Strain energy measured from a borrowed cell

With PBE, squeezing KSrBr₃ by 1 % in length appears to cost more energy than stretching it by 2.5 %. The bonds are not to blame. The starting cell was relaxed with r2SCAN, and PBE finds that cell already compressed. Once the built-in pressure is taken into account, PBE, HSE06 and r2SCAN agree closely on the energy of straining the crystal. The change of the band gap, measured from the same borrowed cell, escapes this error, although the PBE gap itself suffers from a different one.

Indirect band gap and energy rise of cubic perovskite KSrBr3 (Pm-3m, a = 5.938 Å, 41.87 Å³ per atom) under hydrostatic strain, given per length. Ansatz 0.2.0, plane-wave PAW DFT, no spin polarisation, 4×4×4 k mesh, cutoff 420 eV (500 eV for r2SCAN). Changes and rises are counted from the unstrained cell, relaxed with r2SCAN, using each row's own functional.

```
functional  strain (%)  band gap (eV)  band gap change (eV)  energy rise per atom (meV)
     HSE06          -1          4.905                 0.041                         3.7
     HSE06         2.5          4.759                -0.104                         8.6
       PBE          -1          3.790                 0.040                         5.4
       PBE         2.5          3.649                -0.101                         4.6
    r2SCAN          -1          4.473                 0.037                         2.3
    r2SCAN         2.5          4.344                -0.092                        12.3
```

How the numbers give the fault away

The energy rise per atom is the energy of the strained cell less that of the unstrained cell, both with the same functional. If the unstrained cell sits at the bottom of an energy well, the energy grows roughly as the square of the strain, whether the crystal is squeezed or stretched. A strain of 2.5 % should then cost about 2.5² ≈ 6 times as much as a strain of 1 %. A real crystal gives a little less than this, because it softens as its atoms move apart.

The r2SCAN rows behave in this way: 12.3 meV against 2.3 meV, a ratio of about 5. In the two PBE rows the rises are 4.6 meV for the large stretch and 5.4 meV for the small squeeze, so the order is reversed. HSE06 lies in between, with a ratio of about 2.

The ratio is a better witness than either energy alone. If a functional merely made the crystal too soft or too stiff, both rises would shrink or grow by the same factor and their ratio would stay the same. A ratio that collapses therefore points to the place from which the strain is counted. The bottom of the PBE well lies somewhere other than at zero strain.

Why a borrowed cell has a slope

Pressure is the slope of energy against volume with its sign reversed, P = −dE/dV. A cell relaxed with one functional has almost no pressure under that functional, but it generally has some under another. Close to the starting cell the energy rise per atom is then the sum of two parts:

ΔE = −P₀ ΔV + C(ΔV)

Here P₀ is the pressure in the unstrained cell, ΔV is the change of volume per atom, and C is the bending cost, the part that comes from the upward bend of the energy curve. It is positive for a squeeze and for a stretch. A positive P₀ means that the cell pushes outward. Expansion then releases energy and looks too cheap, while compression works against the push and looks too dear.

The calculations give P₀ = 0.398 GPa for PBE, about half as much for HSE06, and close to zero for r2SCAN. By everyday standards the PBE value is large, some four thousand atmospheres. For a solid it is modest, and a change of less than 1 % in length relieves it. It matters here because the strains under study are themselves only a few per cent.

The stretched PBE row can be worked out by hand. A strain of 2.5 % in each direction multiplies the volume by 1.025³ ≈ 1.077, so an atom with 41.87 Å³ gains

ΔV ≈ 0.077 × 41.87 Å³ ≈ 3.2 Å³

With the product of pressure and volume converted to meV, the pressure term is

−P₀ ΔV ≈ −0.398 GPa × 3.2 Å³ ≈ −8 meV

The bending cost C is borrowed from r2SCAN, where the pressure term is tiny. It comes to about 12.5 meV. The sum is

ΔE ≈ 12.5 meV − 8 meV ≈ 4.5 meV

The PBE calculation gives 4.6 meV. This energy rise was not used in the estimate, which took only the PBE pressure at zero strain and the r2SCAN bending cost.

The squeezed PBE row follows in the same way, with the sign of the pressure term turned round. The volume shrinks by about 1.2 Å³ per atom, which adds 3.1 meV to a bending cost of 2.2 meV. The estimate of 5.3 meV compares with 5.4 meV in the table. One pressure thus explains both why the stretch looks cheap and why the squeeze looks dear.

Over the four PBE and HSE06 rows the largest miss of this estimate is 0.13 meV. If the r2SCAN rises are used without the pressure term, the largest miss is 7.7 meV. The stress in the HSE06 runs was only loosely converged, yet their energy rises are still reproduced to within 0.1 meV. That pressure is the slope of the energy is a matter of definition. What the agreement adds is that the three functionals share nearly the same bending cost, and so nearly the same stiffness when compared at the same cell size.

Why small strains suffer most

The pressure term grows in proportion to the strain, while the bending cost grows roughly as its square. The smaller the strain, the larger the share of the energy that comes from the wrong starting point. In the squeezed PBE row the pressure term exceeds the bending cost. In the stretched row it is about two thirds as large and has the opposite sign. Choosing a smaller strain, usually a sound way to stay in the elastic range, makes this particular error worse.

An engineer who turned these energies directly into a stiffness would get two contradictory answers from one functional. Judged by its own bending cost, the crystal would seem more than twice too stiff from the squeezed PBE row. From the stretched row it would seem almost three times too soft. Neither answer describes the material. Their plain average would still be wrong, because the two strains differ in size. With a squeeze and a stretch of equal size, the pressure term would nearly cancel in the average.

A shifted parabola shows the same thing as a picture. Let s be the strain in per cent, s₀ the strain at the bottom of the well, and b half the curvature. The rise counted from s = 0 is then

ΔE = b (s − s₀)² − b s₀² = b (s² − 2 s s₀)

A parabola drawn through the starting point and the two PBE rows has its minimum at s₀ ≈ 0.8 %. For HSE06 the same construction gives about 0.4 %. For r2SCAN it gives 0.06 %, although that cell was relaxed with r2SCAN, so the neglect of softening costs somewhat less than 0.1 % in position.

With s₀ = 0.8 the bracket is 1 + 1.6 = 2.6 for the squeeze and 6.25 − 4.0 ≈ 2.2 for the stretch. This is the reversed order of the table. The curve was drawn through these very rows, so it illustrates the mechanism and does not test it. It also shows what would happen in between: a PBE cell stretched by 1 % would lie below the starting cell in energy, and its "rise" would be negative.

The direction of the shift fits a well-known habit. PBE tends to bind solids too weakly and so to make their cells too large. r2SCAN also uses the kinetic energy density of the electrons, and it commonly gives shorter bonds. The calculations show the outward pressure but do not separate its sources, and the finite plane-wave basis may contribute to it. For a functional that preferred a smaller cell than the one supplied, the signs would turn round: compression would look too cheap and expansion too dear.

Why the gap change escapes

The band gap has no minimum at the relaxed cell. In these rows it falls almost in proportion to the strain, by about 0.04 eV for each per cent of expansion, with all three functionals and on both sides of zero. For a quantity that follows a straight line, a given step in strain produces the same change wherever the step begins. Misplacing the starting point by 0.8 % therefore leaves the PBE gap change nearly untouched.

The gap itself does shift with the starting point, but only slightly. Moving PBE to the bottom of its own well would lower its gap by about 0.03 eV. Its distance from HSE06 is far greater, 1.1 eV at both strains, or nearly a quarter of the HSE06 gap. The borrowed cell is thus a minor matter for the gap, and the large difference must come from how the functionals treat the electrons.

The standard explanation has two connected parts. In PBE an electron partly repels itself, which pushes the filled states, here mainly on bromine, too high. The energy levels of PBE also lack the jump in potential that belongs to a true gap when an electron is added. HSE06 mixes in some exact exchange and repairs part of both faults, though it too usually falls short for wide-gap halides. It serves here as a better level for comparison, not as the truth.

The table shows that this offset hardly depends on strain. From the unstrained cell to 2.5 % expansion the gap falls by 0.101 eV with PBE and by 0.104 eV with HSE06. A difference of more than 1 eV in the gap shrinks to a few thousandths of an eV in its change, which is too little to interpret. A likely reason is that all three functionals describe in much the same way what the expansion alters: the electrostatic field of the ions and the overlap of neighbouring orbitals. As the ions move apart, the field holds electrons on bromine less firmly, which by itself narrows the gap. The change in overlap can add to this or oppose it, and these calculations do not separate the two.

Two functionals that lie close in the gap need not lie equally close in its change. The r2SCAN gap lies much closer to HSE06 than the PBE gap does, yet its fall on expansion, 0.092 eV, is further from the HSE06 value. The difference is only about 0.01 eV, and the r2SCAN runs used a larger basis, so it should not be read as a ranking. All these values also belong to the ideal cubic structure, in which the bromine octahedra are held upright. Tilted octahedra could alter both the gap and its response to strain.

The practical rule is to ask whether a quantity has a minimum at the relaxed cell. If it varies along a straight line, as the gap does here, its change can be taken from a cell relaxed with another functional. If it has a minimum, as the energy does, first compare a squeeze with a stretch. When the ratio of the two rises is far from the square of the ratio of the strains, relax the cell again with the functional in use, or add P₀ ΔV to each energy rise before reading a stiffness from it. The second way gives the stiffness of the supplied cell, which can differ somewhat from that of the cell relaxed again.
